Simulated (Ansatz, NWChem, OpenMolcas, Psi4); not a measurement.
## A small benchmark: atomisation enthalpy at 298 K

6 molecules with open shells; the atomisation enthalpy at 298 K in kJ/mol, computed less measured. Shapes, held fixed at every level: PBE0-D4/def2-TZVP. Flexible molecules stand in one conformer, not always the lowest. Thermal terms are harmonic and unscaled (PBE0-D4/def2-TZVP); the spin-orbit lowering of the free atoms is taken from their spectra. Programs: Ansatz 0.2.0, NWChem 7.3.0, OpenMolcas 26.06, Psi4 1.11. A level may come from different programs for different species; with the same settings they agree closely. Measured values: Active Thermochemical Tables.

Levels: A = HF/def2-TZVPP; B = B3LYP/6-31G* (Cartesian functions); C = B2PLYP/def2-TZVPP.

```csv
molecule,from tabulated heats,A,B,C
C2HO (ethynyloxy radical),1723,-588,-3,+1
CH3 (methyl radical),1224,-273,+1,-5
N2H3 (SMILES [NH]N),1374,-614,-6,+1
C2H3O (acetyl radical),2347,-696,-7,-12
C3H3 (propargyl radical),2453,-646,-13,-11
C3H3 (cyclopropenyl radical),2318,-667,-13,-13
```

Task: Sum up the errors.

Result: 
| level | kind | mean error | mean absolute error | worst case |
| --- | --- | --- | --- | --- |
| HF/def2-TZVPP | Hartree–Fock | -580.7 | 580.7 | C2H3O |
| B3LYP/6-31G* (Cartesian functions) | global hybrid | -6.8 | 7.2 | C3H3 (propargyl radical) |
| B2PLYP/def2-TZVPP | double hybrid | -6.5 | 7.2 | C3H3 (cyclopropenyl radical) |

On this set B3LYP/6-31G* (Cartesian functions) has the smallest mean absolute error and HF/def2-TZVPP the largest. HF/def2-TZVPP is too low in 6 of 6; B3LYP/6-31G* (Cartesian functions) is too low in 5 of 6; B2PLYP/def2-TZVPP is too low in 4 of 6. Heats of the atoms come from ATcT where it has them. The levels differ in basis as well as in method. The smallest two are near a tie. A functional in a double-zeta set wins here by errors that cancel. Hartree–Fock lacks correlation and underbinds. Spin contamination: C2HO (⟨S²⟩ up to 0.81), C3H3 (propargyl radical) (⟨S²⟩ up to 0.96). Open shells run unrestricted. The set is small.

Hartree–Fock's shortfall does not simply follow the total binding. N2H3 and the methyl radical have fairly similar atomisation enthalpies, yet their errors are -614 and -273 kJ/mol. Free nitrogen has three parallel-spin p electrons, already kept apart by exchange. Forming N2H3 pairs electrons in an N–N bond as well as in N–H bonds and leaves lone pair density close by, so much more opposite-spin correlation is gained than in three C–H bonds.

The two C3H3 isomers separate absolute from relative accuracy. Propargyl is more strongly bound because it delocalises its unpaired electron without the angle strain of the three-membered ring. Hartree–Fock exaggerates this preference, probably because it misses more correlation in the compact ring. B3LYP errs by -13 for both isomers and B2PLYP by -11 and -13, so their energy difference is reproduced much better than either atomisation enthalpy. That cancellation between isomers does not establish similar accuracy for reactions that break bonds or change the number of unpaired electrons.
